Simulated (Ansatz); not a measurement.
## Si: energy along a strain

Si, Fd-3m, a = 5.431 Å (as given, not relaxed at this level: 0.7 GPa). Ansatz: r2SCAN, PAW, 500 eV, Γ-centred 10×10×10 mesh on 2 atoms, Gaussian smearing 0.05 eV; no spin polarisation. Cell vectors (Å): 0.000 2.715 2.715; 2.715 0.000 2.715; 2.715 2.715 0.000. The cell is strained by x per cent times the pattern (0 0 0 0 1 0) in the order xx yy zz yz xz xy (engineering shears), with fractional coordinates held. y is the free energy over the start, V0 = 20.023 Å³/atom. Symmetry makes y even in x.

| x (%) | y (meV/atom) |
| --- | --- |
| -4.00 | ? |
| -2.00 | 2.75 |
| 0.00 | 0.00 |
| 0.50 | 0.17 |
| 1.00 | 0.69 |
| 1.50 | 1.55 |
| 2.50 | 4.29 |
| 3.00 | 6.18 |
| 3.50 | 8.42 |

Fit y = c2 x² + c4 x⁴ to the other rows, get the stiffness along the pattern, and predict the missing energy.

Least squares on the rows shown. y = 0.6867 x² + 3.815×10⁻⁵ x⁴. The clamped-ion stiffness p·C·p = 2 × 6.867 eV × 160.2 / 20.023 Å³ = 110 GPa, which is C55 in these axes (C44 of the cubic crystal) (second derivative at the start, which stands under stress). At x = -4.00 the fit asked for gives 11.00 meV/atom. The run gave 11.00 meV/atom, the same to the digits shown.

The energy is almost purely harmonic over the whole strain range. The quartic term contributes an amount comparable to the rounding of the tabulated energies, so the agreement at -4.00 % confirms the quadratic curvature but says little about the size or even the sign of the anharmonicity.

The stiffness of 110 GPa lies well above the measured C44 of silicon, as expected when the two sublattices cannot shift against each other. With fractional coordinates held, this shear lengthens two of the four tetrahedral bonds around each atom and shortens the other two, so the strain works directly against the stiff covalent sp³ bonds. In the real crystal a relative sublattice displacement along y, the axis normal to the shear plane, relieves much of that stretching and passes the deformation to the softer bond angles. The gap to experiment therefore mainly reflects the missing internal relaxation and shouldn't be read as overbinding by the functional, whose accuracy for the physical shear modulus remains untested here.
